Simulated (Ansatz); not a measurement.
# NaI (Fm-3m): one-shot G0W0 gap against the fraction of exact exchange in a PBE hybrid start

I have to decide which starting functional to put under a one-shot G0W0 gap of NaI, and how much of the result would then be owed to that choice. NaI is a scintillator host, and its gap sets the window in which activator levels can lie and enters the energy cost of an electron–hole pair. The start is a PBE hybrid with a fraction α of exact exchange, and the G0W0 settings stay fixed. Both gaps are conduction edge less valence edge on the same mesh, and the correction is the G0W0 gap less the start gap. The reference for the trend is the PBE start, α = 0. No measured gap is compared here, so the series tests sensitivity to the start and not accuracy.

## Method

Structures are measured cells from a diffraction database. Ansatz 0.2.0, plane waves with PAW (wavefunction cutoff 420 eV), no spin polarisation. One-shot G0W0 by contour deformation on a 6×6×6 mesh with 295 bands and a screening cutoff of 150 eV, short of the basis limit, all fixed; only the start changes: a global hybrid of PBE with a fraction α of exact exchange, self-consistent. All ran on one NVIDIA H100 80GB HBM3 (shared by 6 runs), shared with other work, so times are rough. The PAW files of Ansatz are those of its set soft_1.

Notes on method and selection:

- The G0W0 steps are scalar-relativistic: spin-orbit coupling is not in them.
- Runs that did not converge, have known faults or may not be shown are not listed, and runs on Ansatz's PAW sets soft_1 and soft_2 are kept to separate tables.

Columns:

- α: fraction α of exact exchange in the start (0 is PBE).
- RPA ε∞: RPA ε∞ of the start on the mesh (harmonic mean).
- Z valence: renormalisation factor Z at the valence edge.
- G0W0 gap (eV): G0W0 gap on the mesh.
- start gap (eV): gap of the starting calculation on the same mesh.
- correction (eV): G0W0 gap less start gap.
- time (s): wall time of the whole run.

Input lines of one member:

```
kpoints:
  mp_grid: { grid: [6, 6, 6] }
hamiltonian:
  xc: pbe
  pseudopotentials: { kind: paw, azcp: { folder: soft_1 } }
scf:
  occupations: { method: fixed }
gw:
  n_empty_bands: 282
  ecut_chi: 150.0
  qp_bands: [v2, c2]
  qp_kpoints: band_edges
  screening: { model: contour_deformation }
```

Command (options for logging and memory left out): `ansatz run input.yaml --threads 2 --backend cuda --devices 1 --max-vram 13GiB`

## Table of results

| member | α | RPA ε∞ | Z valence | G0W0 gap (eV) | start gap (eV) | correction (eV) | time (s) |
| --- | --- | --- | --- | --- | --- | --- | --- |
| α = 0 | 0.00 | 3.08 | 0.793 | 5.62 | 3.64 | 1.98 | 20 |
| α = 0.15 | 0.15 | ? | ? | ? | ? | ? | 52 |
| α = 0.3 | 0.30 | 2.53 | 0.838 | 6.47 | 5.69 | 0.78 | 52 |
| α = 0.4 | 0.40 | 2.41 | 0.849 | 6.71 | 6.39 | 0.31 | 52 |
| α = 0.5 | 0.50 | 2.30 | 0.860 | 6.92 | 7.10 | −0.18 | 38 |
| α = 0.9 | 0.90 | 2.00 | 0.892 | 7.66 | 10.01 | −2.35 | 51 |

Cells marked ? are withheld until the estimate has been made.

## Reading the trend

Both gaps rise with α from row to row, but at very different rates. Between α = 0 and α = 0.9 the start gap gains (10.01 − 3.64) / 0.90 = 7.08 eV per unit of α, and the G0W0 gap gains (7.66 − 5.62) / 0.90 = 2.27 eV. G0W0 therefore passes on about a third of the change in the start, 2.27 / 7.08 = 0.32.

The start gap rises almost in a straight line because α multiplies an exchange term that lowers the filled, mainly iodine 5p states relative to the empty ones. G0W0 replaces that term by its own self-energy, with full bare exchange whatever the value of α. What remains of the start sits in its orbitals and in the energies that enter G and W. A wider starting gap makes the crystal harder to polarise, so ε∞ falls from 3.08 to 2.00, exchange is screened less, and the G0W0 gap opens.

The same mechanism can account for the flattening of the G0W0 rise. Its slope is 0.85 / 0.30 = 2.83 eV per unit of α over the first interval and 0.74 / 0.40 = 1.85 eV over the last. Screened exchange scales roughly as 1/ε∞, which also grows more slowly at large α.

The correction changes sign between the rows at α = 0.4 and 0.5. Long-range exchange in an insulator is weakened by about 1/ε∞, so a hybrid with α near 1/ε∞ should already lie close to G0W0. At α = 0.4 I find 1 / 2.41 = 0.41, and the correction there is only 0.31 eV.

For my decision, a start between α = 0.4 and 0.5, where the correction passes through zero, is the most self-consistent choice, though not thereby the most accurate. The basis is short of its limit, and spin–orbit coupling, which is left out, would lower the gap by a few tenths of an eV through the iodine 5p splitting. A further run from Hartree–Fock continues the rise of both gaps.

## Prediction

Plain estimates from the members shown:

- α = 0.15, straight-line interpolation between α = 0 and α = 0.3: w = (0.15 − 0.00) / (0.30 − 0.00) = 0.500, so 5.62 + 0.500 × (6.47 − 5.62) = 6.04 eV

For α = 0.15 the straight line between the neighbouring rows gives (5.62 + 6.47) / 2 = 6.045 eV. I expect the result to lie slightly above it, because the G0W0 gap rises more slowly as α grows, and a curve that bends this way runs above its chord.

I take the size of the bend from a parabola through the rows at α = 0, 0.3 and 0.5. The slopes are 0.85 / 0.30 = 2.833 and (6.92 − 6.47) / 0.20 = 2.25 eV per unit of α, so the curvature coefficient is (2.25 − 2.833) / 0.50 = −1.17 eV. Midway between the first two rows this adds 0.15 × 0.15 × 1.17 = 0.026 eV, and the estimate becomes 6.045 + 0.026 = 6.07 eV.

I tried the same route on the known row at α = 0.3, using only α = 0, 0.5 and 0.9, which are spaced more widely. The slope of the chord is (6.92 − 5.62) / 0.50 = 2.60 eV per unit of α, which gives 5.62 + 0.30 × 2.60 = 6.40 eV. The curvature coefficient is (1.85 − 2.60) / 0.90 = −0.833 eV, which adds 0.30 × 0.20 × 0.833 = 0.05 eV. The parabola thus gives 6.40 + 0.05 = 6.45 eV against the tabulated 6.47 eV, a miss of 0.02 eV where the chord misses by 0.07 eV. I take that 0.02 eV as the standard deviation; it is a cautious figure, since the gap to be bridged here is narrower.

**Committed estimate, α = 0.15: G0W0 gap = 6.07 ± 0.02 eV.**

## Result

| member | α | RPA ε∞ | Z valence | G0W0 gap (eV) | start gap (eV) | correction (eV) | time (s) |
| --- | --- | --- | --- | --- | --- | --- | --- |
| α = 0.15 | 0.15 | 2.77 | 0.818 | 6.08 | 4.65 | 1.42 | 52 |

| member | estimate | G0W0 gap (eV) | computed | estimate − computed | miss in error bars |
| --- | --- | --- | --- | --- | --- |
| α = 0.15 | committed | 6.07 | 6.08 | −0.01 | 0.5 |
| α = 0.15 | interpolation | 6.04 | 6.08 | −0.04 |  |

The G0W0 gap at α = 0.15 came out at 6.08 eV against my 6.07 ± 0.02 eV. That is inside the error bar and closer than the straight line, which gave 6.04 eV. The argument that the curve runs above its chord held, and the parabola gave the bend to within 0.01 eV.

The bend is not inherited from the start gap, which steepens slightly, from 2.05 / 0.30 = 6.8 eV per unit of α over the first 0.30 to 2.91 / 0.40 = 7.3 over the last 0.40. Weaker screening fits better. At α = 0.4, where the table has 6.71 eV, a line in 1/ε∞ drawn between the end rows gives 5.62 + (7.66 − 5.62) × (1 / 2.41 − 1 / 3.08) / (1 / 2.00 − 1 / 3.08) = 6.67 eV; a line in α gives 5.62 + (7.66 − 5.62) × 0.40 / 0.90 = 6.53 eV. This supports the screening argument, although Z also rises along the series.



## Residuals

No row stands out. The G0W0 gap departs from a straight line between the end rows by up to 0.18 eV, at α = 0.4, but all four inner rows lie above that line and the slope falls from each interval to the next. This is a smooth bend of the whole series and not a fault of one member.

## Cost

The PBE start took 20 s and the hybrid starts 38 to 52 s, most of them close to 52 / 20 = 2.6 times as long. The likely reason is the exact-exchange operator, which has to be applied throughout the self-consistent part, while the G0W0 settings are the same in every row. The 38 s at α = 0.5 shows how far like runs scatter on this shared card, so I read no dependence on α into the times.

The extra half minute buys a start much nearer to its own G0W0 result, with a correction of −0.18 eV at α = 0.5 in place of 1.98 eV from PBE. For a two-atom cell, cost is no reason to stay with PBE.

## Conclusions

Between α = 0 and 0.9, both gaps of NaI rise with exact exchange, the G0W0 gap about a third as fast as the start gap. A step of 0.1 in α moves the G0W0 gap by about 0.3 eV near PBE and 0.2 eV at the upper end. A further α between these rows can be estimated from a parabola to about 0.02 eV.

For the decision I take the α at which the correction vanishes. A straight line between the rows at 0.4 and 0.5 puts it at 0.4 + 0.1 × 0.31 / (0.31 + 0.18) = 0.46, with both gaps near 6.8 eV. This makes the start gap consistent with G0W0, which is not the same as agreement with experiment.

Over the whole range the choice of start moves the G0W0 gap by 7.66 − 5.62 = 2.04 eV, well above the few tenths of an eV expected from the missing spin–orbit coupling.

[Logs are printed without paths, hosts, clocks, repeated set-up lines and the standing remarks that a program may print on its own settings, such as how far it seeks lower states.]
